Weak and strong ferromagnetism of a parabolic band at T = 0: the constraint on the electron number

The first calculation below is wrong. It splits the two spin bands while holding the Fermi level at its paramagnetic value, and it yields an onset law z² = 54 (IN₀ − 1) and a saturation threshold IN₀ = 1.061, both false. The onset criterion IN₀ = 1 survives the mistake, which is why the mistake is easily missed.

Model and conventions

One parabolic band holds n₀ electrons per atom. Energies are measured from the bottom of the unsplit band, EF is the paramagnetic Fermi energy, and the density of states per spin and per atom is N(ε) = N₀ (ε/EF)^(1/2). Filling to EF gives n₀/2 = (2/3) N₀ EF, so N₀ = 3n₀/(4EF). With m = n↑ − n↓ the exchange energy is −I m²/4, which shifts the bands rigidly by ∓Δ/2 with Δ = I m. The moment is m μB (g = 2) and the polarisation is z = m/n₀. Stoner's notation (1938) writes Δ = 2kθ′z. With s = IN₀,

kθ′/EF = I n₀/(2EF) = (2/3) s.   (1)

The wrong attempt

Let x = Δ/(2EF) and fill both shifted bands up to the chemical potential μ. The attempt sets

μ = EF,   (W1, wrong)

so the bands are filled to depths EF(1 ± x):

n↑ = (n₀/2)(1 + x)^(3/2),  n↓ = (n₀/2)(1 − x)^(3/2).   (W2)

Inserting these in Δ = I m, with I n₀/EF = 4s/3, gives

3x = s [(1 + x)^(3/2) − (1 − x)^(3/2)],  z = 3x/(2s).   (W3)

The bracket is 3x − x³/8 + …, so 1/s = 1 − x²/24 + …. A moment appears at s = 1 with x² ≈ 24 (s − 1), and

z² ≈ 54 (s − 1).   (W4, wrong)

The minority band empties at x = 1, where s = 3/2^(3/2) = 1.061 and kθ′/EF = 2^(−1/2) = 0.707. These are the wrong results.

The symptom

At x = 1, (W2) gives n↓ = 0 and n↑ = √2 n₀. The saturated polarisation is z = 1.414: the band carries more aligned spins than it had electrons. The fault is not confined to saturation. Adding the two populations,

n↑ + n↓ = n₀ (1 + 3x²/8 + …),

so electrons are created as soon as the bands split. Because N(ε) rises with energy, the majority band gains more states below the fixed level than the minority band loses. A bulk metal has no such source. Its electron number is tied to the ionic charge, and a contact can charge only a screening layer at the surface.

The faulty line

The faulty line is (W1). The two spin populations share one μ, but its value follows from n↑ + n↓ = n₀. Let μ = EF + δμ, and let N, N′, N″ be the density of states and its derivatives at EF, for any smooth band. To the lowest orders needed,

δn = 2N δμ + N′Δ²/4,
m = NΔ + N′ δμ Δ + N″Δ³/24.

Setting δn = 0 gives δμ = −(N′/N) Δ²/8, and

m = NΔ {1 − (Δ²/8) [(N′/N)² − N″/(3N)]}.   (2)

The shift δμ is of second order in Δ, so the linear term, and with it the criterion s = 1, is untouched. It enters m at third order, the very order that fixes the size of the moment. For the parabolic band N′/N = 1/(2EF) and N″/N = −1/(4EF²), so the square bracket is (1/4 + 1/12)/EF² = 1/(3EF²). Line (W1) drops the 1/4 and keeps the 1/12. Three quarters of the term that limits the moment is lost, z² comes out four times too large, and z twice too large.

The wrong coefficient is not even unique. The exchange energy I n↑ n↓ = I (n² − m²)/4, with n = n↑ + n↓, differs from −I m²/4 by a constant at fixed n. At fixed μ it raises both bands by I δn/2, which acts as δμ = −I δn/2. Then δn (1 + s) = N′Δ²/4, half of the dropped term returns at s = 1, the bracket becomes (1/8 + 1/12)/EF², and 54 turns into 21.6.

The mended calculation

Fix the number first: n↑ = n₀(1 + z)/2 and n↓ = n₀(1 − z)/2. Since the population grows as the 3/2 power of the filling depth, the depths are EF(1 ± z)^(2/3). The energy per atom is

E(z) = (3/10) n₀EF [(1 + z)^(5/3) + (1 − z)^(5/3)] − I n₀² z²/4.   (3)

The condition dE/dz = 0 states that the two depths differ by Δ = I n₀ z:

(1 + z)^(2/3) − (1 − z)^(2/3) = 2z kθ′/EF = (4/3) s z.   (4)

For z > 0 this gives s as a function of z,

s(z) = 1 + (2/27) z² + (7/243) z⁴ + …   (5)

The odd binomial coefficients of the power 2/3 are all positive, so s(z) rises monotonically from s(0) = 1. Each s in its range has one nonzero root. Since dE/dz = (2/3) n₀EF z [s(z) − s] passes from negative to positive there, the root is the minimum of E, and the moment appears continuously at kθ′/EF = 2/3. Near onset

z² = (27/2)(s − 1),   (6)

one quarter of (W4). The same result follows from the Landau form of (3), E − E(0) = n₀EF [(1 − s) z²/3 + z⁴/81 + …]. At z = 1, (4) reads 2^(2/3) = 2kθ′/EF, that is

kθ′/EF = 2^(−1/3) = 0.794,  s = (3/4) 2^(2/3) = 1.191.

For 1 < s < 1.191 both spin bands are occupied at μ: weak ferromagnetism. For s > 1.191, dE/dz is negative throughout 0 < z ≤ 1, the minimum lies at the boundary z = 1, and the minority band bottom sits above μ by I n₀ − 2^(2/3) EF: strong ferromagnetism. The wrong attempt shrinks the weak window from 0.191 to 0.061 in s. In the weak range the chemical potential is the mean of the two depths,

μ = (EF/2) [(1 + z)^(2/3) + (1 − z)^(2/3)] = EF (1 − z²/9 − …).   (7)

Size of the error for a model of ZrZn₂

ZrZn₂ orders with a small moment, typically about 0.17 μB per formula unit. Its states at EF are largely Zr 4d and are not parabolic, so what follows is a model. The assumed inputs are n₀ = 1.0 electron per Zr and I = 0.60 eV. The value s = 1.0022 is chosen so that the correct calculation reproduces the typical moment, which is therefore not predicted. Then N₀ = s/I = 1.67 states per eV, spin and Zr, and EF = 3n₀I/(4s) = 0.449 eV. Solving (W3), whose root is x = 0.228, and (4) numerically gives the model's values:

quantity | fixed μ (wrong) | fixed n₀
moment from onset law (μB/Zr) | 0.345 | 0.172
moment from full root (μB/Zr) | 0.342 | 0.171
splitting Δ (meV) | 205 | 103
δμ (meV) | 0 | −1.48
added electrons per Zr | 0.0196 | 0

The onset law (6) exceeds the full root by 0.6 per cent, so the quartic term of (5) is minor here. The slip makes the moment and the splitting 1.995 times too large. Dividing the wrong m by the inflated electron number instead of n₀ gives 0.335 and repairs nothing. The neglected shift of μ is only 1.4 per cent of Δ, but Δ is the wrong yardstick. The shift lowers the density of states by the fraction |δμ|/(2EF) = 0.0016, which is to be set against s − 1 = 0.0022. Used in reverse, to infer s from the moment 0.171 μB, the wrong equation returns s − 1 = 5.4 × 10⁻⁴ and places the system four times closer to the instability than the model has it.

Two limits bound these numbers. First, the model omits spin fluctuations. Local-spin-density band calculations, which are mean-field in the same sense, typically give about 0.7 μB for ZrZn₂. In (4), z = 0.7 needs s − 1 = 0.046, which is 21 times the value used above. The fitted s is thus an effective parameter that has absorbed a correction much larger than its own distance from 1. Second, the factor of two belongs to the parabolic band and is independent of n₀ and I. For N″ < 0, (2) gives the ratio of wrong to right z² at onset as 1 + 3N′²/(N|N″|). It equals 4 for N ∝ ε^(1/2), and it tends to 1 where EF lies at a maximum of N(ε), since there the Fermi level does not move at second order in Δ.